Q: I picture a cluster of three indium atoms as a scrap of metal whose loose electrons pair up wherever they can. Is that the right expectation for its spin?

A: Each indium atom has a filled 5s shell and one 5p electron, so the cluster has three p electrons to place. With an odd number, at least one spin stays unpaired. If the other two pair up, the cluster is a doublet; if all three spins are parallel, it is a quartet. The column "result spin gap", which I shall call $\Delta E$, is the energy of the quartet minus that of the doublet, so a negative value means that the quartet lies lower.

Spin gap of neutral In₃: electronic energy of the quartet minus that of the doublet, each at its own r2SCAN-D4/def2-SVP geometry, without spin-orbit coupling. GFN1-xTB was run with tblite 0.8.0 at an electronic temperature of 300 K and without a spin polarisation term; the other levels were run spin-unrestricted with Ansatz 0.2.0.

| result level | result spin gap (kJ/mol) |
| --- | --- |
| GFN1-xTB | 47.90 |
| HF/def2-TZVP | -23.10 |
| PBE-D4/def2-TZVP | -18.60 |
| revPBE-D4/def2-TZVP | -24.40 |
| r2SCAN-D4/def2-TZVP | -13.20 |
| r2SCANh-D4/def2-TZVP | -14.00 |
| PBE0-D4/def2-TZVP | -20.50 |
| r2SCAN0-D4/def2-TZVP | -14.30 |
| HSE06-D4/def2-TZVP | -21.40 |
| wB97X-V/def2-TZVP | -3.90 |
| wB97M-V/def2-TZVP | -6.70 |
| PBE-QIDH/def2-TZVP | -18.80 |
| RPA-PBE/def2-TZVP | -11.40 |
| MP2/def2-TZVP | -34.00 |

Thirteen of the fourteen levels of theory place the quartet lower, with a median gap of −18.6 kJ/mol among those thirteen. Only GFN1-xTB disagrees, at +47.9 kJ/mol. On most of this evidence, then, the electrons prefer not to pair.

Q: Why would three electrons give up a pair that could hold the atoms together?

A: A nitrogen atom shows the principle. It has three p electrons and three p orbitals of equal energy, and it puts one electron in each with all spins parallel, because electrons of like spin keep out of each other's way and so, in a given set of orbitals, repel less. This saving is the exchange energy. The comparison stops at the cost of spreading out: it is zero in nitrogen, whereas the orbitals of In₃ differ in energy, and leaving the lowest ones weakens a bond.

The Hartree-Fock (HF) occupations show the same pattern in the cluster. The quartet has two unpaired electrons in σ orbitals, which lie in the plane of the triangle, and one in a π orbital, which extends above and below it. In the simplest picture of the doublet, two electrons share one σ orbital and the third sits in the π orbital. The quartet has three pairs of parallel spins among these electrons and the doublet only one, so the balance is

$$\Delta E \approx P - 2K .$$

Here $P$ is the net cost of promoting one electron out of the shared σ orbital, after allowing for the repulsion it escapes by leaving its partner, and $K$ is the average exchange energy gained per parallel pair. The structures fit a real cost of promotion: the longest side of the triangle grows from 3.20 Å in the doublet to 3.55 Å in the quartet, while the other two sides stay near 2.9 Å. For a related cluster the rule is to compare the two terms. Strong bonds and widely spaced orbitals raise $P$ and favour pairing, while weak bonds and closely spaced orbitals leave the decision to exchange.

Q: Then why does GFN1-xTB give the opposite answer? It is the level I could afford for a large number of clusters.

A: As used here, GFN1-xTB contains no term that rewards parallel spins. It charges for the promotion and leaves out the gain $2K$, so it is biased against the quartet by construction. The positive sign is what the balance predicts for a method of this kind, and it is no evidence for a doublet ground state.

The distance of 66.5 kJ/mol between GFN1-xTB and the median of the other levels should not be taken as the value of $2K$, because the method also describes the bonds differently. Moreover, all levels use the same two structures, one for each spin, which were relaxed with r2SCAN-D4 in the small def2-SVP basis. On these, GFN1-xTB still finds a force of about 0.45 eV/Å on an atom of the quartet, so they are not its own minima. Without a spin term, the method should not be used to rank spin states, however convenient it is for other tasks.

Q: You called the paired doublet the simplest picture. Is that the state that was actually calculated?

A: Not quite, and this changes how the gap should be read. The check is the expectation value of the squared total spin, $\langle S^2\rangle$, which is 0.75 for a pure doublet and 3.75 for a pure quartet. The quartet passes in both HF and PBE-D4, with values very near the ideal one. The HF doublet gives 1.81, far too much for a state with one unpaired electron.

If the calculated doublet is a mixture of a pure doublet and a fraction $w$ of quartet, then

$$\langle S^2\rangle = 3.75\,w + 0.75\,(1-w), \qquad w=\frac{\langle S^2\rangle-0.75}{3}.$$

For HF this gives $w=(1.81-0.75)/3\approx 0.35$. Now consider three electrons in three separate orbitals, two spins up and one down. The down electron has no partner in its own orbital, which adds 1 to the ideal 0.75; the result is 1.75, or a quartet fraction of one third. The formula has no adjustable constant, and the HF doublet lies close to this limit.

So in HF the σ pair has come apart: its two electrons occupy different orbitals with opposite spins. The state resembles the quartet with one spin reversed more than it resembles a bonding pair plus a single electron. In PBE-D4 the value is 1.31 and the quartet fraction about 0.19, which suggests a pair that is only partly broken. The orbitals of that doublet were not sorted into σ and π, so it need not be the same pair. The simple balance above names what competes, but in HF the doublet has itself paid much of the promotion. What is left between it and the quartet should be largely the exchange energy, which favours the quartet, together with the effect of the two different structures.

Q: I have been told that exact exchange favours high spin. Does the table bear that out?

A: Only faintly, and not firmly enough to call it a trend. Replacing a quarter of the functional's exchange by exact exchange moves the gap by −1.9 kJ/mol from PBE-D4 to PBE0-D4, and by −1.1 kJ/mol from r2SCAN-D4 to r2SCAN0-D4. Both steps have the expected direction. Yet PBE-D4 also has a second doublet solution only 3.5 kJ/mol above the one that was kept, so steps of this size could change if a calculation settled in the other one.

The usual rule rests on a doublet whose electrons remain paired. Approximate exchange functionals imitate part of the way in which two electrons in a bond avoid each other, and exact exchange takes that help away, so the pair becomes too expensive. Here the doublet has a way out: its pair can break, and the two electrons then avoid each other by living in different orbitals. The larger spin contamination in HF than in PBE-D4 fits this reading. That the escape is what makes the effect so weak is an argument from theory; a calculation that forced the pair to stay together would test it.

In this table the rest of the functional seems to matter more than the share of exact exchange, though a change of doublet solution between functionals can't be ruled out. Going from PBE-D4 to revPBE-D4, neither of which contains any, shifts the gap by −5.8 kJ/mol and takes it slightly below the HF value. Part of this shift may come from the D4 dispersion correction, which is adjusted to each functional and in PBE-D4 favours the quartet by 2.8 kJ/mol. In the other direction, wB97X-V has the weakest preference for the quartet, −3.9 kJ/mol, although it uses full exact exchange at long range. Whether its functional form or a different doublet solution is responsible remains open.

Q: Could I settle the matter by trusting MP2, which treats electron correlation explicitly?

A: That would be a poor choice here. MP2 gives the most negative gap of all, −34.0 kJ/mol, which is 10.9 kJ/mol beyond HF. Correlation is normally expected to help the state with more opposite spins, because those electrons have the most to gain from avoiding each other. Here the MP2 correction helps the quartet instead.

The likely reason is the starting point. MP2 corrects the HF state by perturbation theory, and it is known to recover too little correlation when that state is strongly spin-contaminated. The quartet starts from a nearly clean state and the doublet from one that is about a third quartet, so the doublet may well end up too high. There is a second suspect: MP2 also correlates the outer core electrons, in a basis without the functions needed to do this well. The table cannot tell how much each contributes.

RPA, which starts from PBE orbitals, gives −11.4 kJ/mol, or 22.6 kJ/mol above MP2. Two methods with explicit correlation thus differ by more than the median gap itself. The name of a method is no guarantee when one of the two states is hard to describe.

Q: Which digits may I carry into my own work?

A: None of the decimals, and not the first digit with any confidence. Leaving out GFN1-xTB, the gaps span 30.1 kJ/mol, which is more than the size of their median. What these levels share is the sign, together with a magnitude that runs from a few to a few tens of kJ/mol.

The spread has practical weight. The thermal energy at room temperature is roughly 2.5 kJ/mol. With a gap like that of wB97X-V, a noticeable share of the clusters would be in the upper spin state, whereas with the MP2 gap practically none would be. A model that needs the spin populations of In₃ should therefore be run with both ends of the range, and even these are no strict bounds.

Q: Thirteen levels agree on the sign. Is the quartet at least safe as the ground state?

A: It is the better supported candidate, but the agreement is weaker than a count of thirteen suggests. The levels share the same two structures, which come from a short search, so a lower state of either spin may have been missed. They also face the same difficult doublet. Finally, they share an omission, spin-orbit coupling, which ties an electron's spin to its orbital motion. In a free indium atom it splits the 5p level by roughly 26 kJ/mol, and twelve of the fourteen gaps in the table are smaller than that.

Bonding suppresses part of this coupling, and only the difference between the two spin states would enter $\Delta E$. Even so, an effect that starts out as large as the gap could change its size considerably or reverse its sign. The coupling grows steeply with nuclear charge: it is a smaller worry for gallium and a much larger one for thallium, where doublet and quartet begin to lose their meaning as separate labels. For indium, the next step worth its cost is a calculation that describes the doublet with several configurations, so that its spin is pure, and then adds spin-orbit coupling to both states.
